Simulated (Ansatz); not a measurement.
## CuAu: the change of pressure with volume per atom

All results are calculated (Ansatz 0.2.0). Periodic Kohn-Sham DFT of a crystal at fixed atoms; pressure and stress are positive in compression; the energy is the free energy less that of spherical unpolarised free atoms; site moments are those in the method's own spheres, positive along +z.

Cell of the first row (space group P4/mmm, No. 123):
```
CuAu
1.0
      2.7428     0.0000     0.0000
      0.0000     2.7428     0.0000
      0.0000     0.0000     3.5951
Cu Au
1 1
Direct
  0.50000 0.50000 0.50000
  0.00000 0.00000 0.00000
```

Settings of every row: method all-electron PAW; functional PBEsol; relativity scalar; k mesh 13x13x10; filling fermi-dirac; smearing width 0.05 eV; nucleus gaussian.

Atom start moment: 0 on all atoms.

Limits: no spin-orbit coupling on heavy atoms.

| row | volume per atom (Å³) | pressure (GPa) |
| --- | --- | --- |
| 1 | 13.523 | 9.781 |
| 2 | 13.811 | ? |
| 3 | 14.099 | 1.417 |
| 4 | 14.243 | -0.358 |
| 5 | 14.386 | -2.02 |
| 6 | 14.53 | -3.577 |
| 7 | 14.674 | -5.031 |
| 8 | 14.962 | -7.668 |
| 9 | 15.25 | -9.971 |

Question: what pressure should row 2 give?

Worked fit of pressure. Take u = (V_r/V)^(2/3) − 1 with V_r = 14.458 Å³ an atom, which is twice the finite (Eulerian) strain; such expansions in the strain, on which the Birch-Murnaghan equation of state is built, carry the rest volume and the bulk modulus. The shown rows have u = 0.04558, 0.0169, 0.01004, 0.00333, -0.00331, -0.00984, -0.02258, -0.03493. Least squares give pressure = −2.8068 + 234.811 × u + 875.82 × u² + 696 × u³ GPa; a parabola predicts inner rows, each left out in turn, worse (root mean square 0.011 against 0.0042 GPa). The rows lie off it by 0.000, 0.002, 0.002, -0.005, -0.003, 0.002, 0.002, -0.001 (root mean square 0.0025 GPa). The pressure vanishes at u = 0.0115, or V = 14.21 Å³ an atom, and there the bulk modulus at fixed shape and fractions is B = −V dP/dV = (2/3)(1 + u) dP/du = 172 GPa. Letting shape and atoms relax would as a rule lower it, by much in layered, chain or molecular crystals. The withheld row has u = 0.03099, so the fit gives −2.8068 + 234.811 × (0.03099) + 875.82 × (0.03099)² + 696 × (0.03099)³ = 5.332 GPa.

The calculation gave 5.33 GPa. The fit lies 0.002 GPa (0.01 % of the column's range) above it; its largest miss of a shown row is 0.005 GPa.
